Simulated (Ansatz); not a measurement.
# A series in volume scale on SnSe2

Free energy against uniform scaling of the volume at fixed shape and fractions; periodic cell, basis, potentials, k mesh and filling as listed. The results are calculated, by Ansatz 0.2.0.

The cell before it is scaled or strained (space group P-3m1, No. 164):
```
cell vectors (Å)
   3.8110     0.0000     0.0000
  -1.9055     3.3004     0.0000
   0.0000     0.0000     6.1360
atoms (fractions of the cell vectors)
Sn  0.00000  0.00000  0.00000
Se  0.33333  0.66667  0.24900
Se  0.66667  0.33333  0.75100
```

Settings of every row: functional PBE; dispersion none; potentials PAW; wave cutoff 420 eV; density cutoff 1680 eV; k mesh 6x6x4; k shift 0x0x0; occupations fixed; smearing width 0 eV; spin none; SCF threshold exponent -9.

Limits: a layered crystal: even scaling strains the bonds within the layers, so this curve is stiffer than the crystal under pressure; stress loosely converged.

| row | volume scale | V (Å³/atom) | pressure (GPa) | energy above lowest point (meV/atom) |
| --- | --- | --- | --- | --- |
| 1 | 0.88 | 22.639 | 19.46 | 261.5 |
| 2 | 0.92 | 23.668 | 13.8 | 155.4 |
| 3 | 0.96 | 24.697 | 9.24 | 81.9 |
| 4 | 1 | 25.726 | 5.57 | 34.8 |
| 5 | 1.04 | 26.755 | 2.61 | 8.8 |
| 6 | 1.08 | 27.784 | ? | ? |
| 7 | 1.12 | 28.813 | -1.7 | 5 |

Question: what pressure should row 6 give?

Worked fit of pressure. Take u = (V_r/V)^(2/3) − 1 with V_r = 25.212 Å³ an atom, which is twice the finite (Eulerian) strain; such expansions in the strain, on which the Birch-Murnaghan equation of state is built, carry the rest volume and the bulk modulus. The shown rows have u = 0.0744, 0.04303, 0.01385, -0.01336, -0.03883, -0.08516. Least squares give pressure = 7.306 + 134.67 × u + 364.3 × u² + 289 × u³ GPa; a parabola predicts inner rows, each left out in turn, worse (root mean square 0.047 against 0.0033 GPa). All shown rows lie on it to the printed digit. The pressure vanishes at u = -0.0651, or V = 27.89 Å³ an atom, and there the bulk modulus at fixed shape and fractions is B = −V dP/dV = (2/3)(1 + u) dP/du = 56.6 GPa. Letting shape and atoms relax would as a rule lower it, by much in layered, chain or molecular crystals. The withheld row has u = -0.06271, so the fit gives 7.306 + 134.67 × (-0.06271) + 364.3 × (-0.06271)² + 289 × (-0.06271)³ = 0.22 GPa.

The calculation gave 0.22 GPa. The fit meets it to the printed digit.

The other values of row 6: energy above lowest point 0 meV/atom.
